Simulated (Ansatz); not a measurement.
Bi: pressure against volume per atom

All results are calculated (Ansatz 0.2.0). Periodic Kohn-Sham DFT of a crystal at fixed atoms; pressure and stress are positive in compression; the energy is the free energy less that of spherical unpolarised free atoms; site moments are those in the method's own spheres, positive along +z.

Cell of the first row (space group R-3m, No. 166):
```
CELL_PARAMETERS angstrom
2.22660 1.28550 3.87330
-2.22660 1.28550 3.87330
0.00000 -2.57110 3.87330
ATOMIC_POSITIONS crystal
Bi 0.23389 0.23389 0.23389
Bi 0.76611 0.76611 0.76611
```

Settings of every row: method all-electron PAW; functional PBEsol; relativity scalar; k mesh 10x10x10; filling fermi-dirac; smearing width 0.03 eV; nucleus gaussian.

Atom start moment: 0 on all atoms.

Limits: no spin-orbit coupling on heavy atoms.

| row | volume per atom (Å³) | pressure (GPa) |
| --- | --- | --- |
| 1 | 33.26 | 2.69 |
| 2 | 33.968 | 1.454 |
| 3 | 34.675 | 0.351 |
| 4 | 35.029 | ? |
| 5 | 35.383 | -0.632 |
| 6 | 35.737 | -1.083 |
| 7 | 36.091 | -1.509 |
| 8 | 36.798 | -2.291 |
| 9 | 37.506 | -2.988 |

Question: what pressure should row 4 give?

Worked fit of pressure. Take u = (V_r/V)^(2/3) − 1 with V_r = 35.56 Å³ an atom, which is twice the finite (Eulerian) strain; such expansions in the strain, on which the Birch-Murnaghan equation of state is built, carry the rest volume and the bulk modulus. The shown rows have u = 0.04559, 0.03101, 0.01694, 0.00333, -0.0033, -0.00983, -0.02256, -0.0349. Least squares give pressure = −0.8609 + 67.987 × u + 208.39 × u² + 194 × u³ GPa; a parabola predicts inner rows, each left out in turn, worse (root mean square 0.0032 against 0.00057 GPa). The rows lie off it by 0.000, 0.000, -0.001, 0.000, 0.000, 0.000, 0.000, 0.000. The pressure vanishes at u = 0.0122, or V = 34.92 Å³ an atom, and there the bulk modulus at fixed shape and fractions is B = −V dP/dV = (2/3)(1 + u) dP/du = 49.4 GPa. Letting shape and atoms relax would as a rule lower it, by much in layered, chain or molecular crystals. The withheld row has u = 0.01008, so the fit gives −0.8609 + 67.987 × (0.01008) + 208.39 × (0.01008)² + 194 × (0.01008)³ = -0.154 GPa.

The calculation gave -0.154 GPa. The fit meets it to the printed digit.
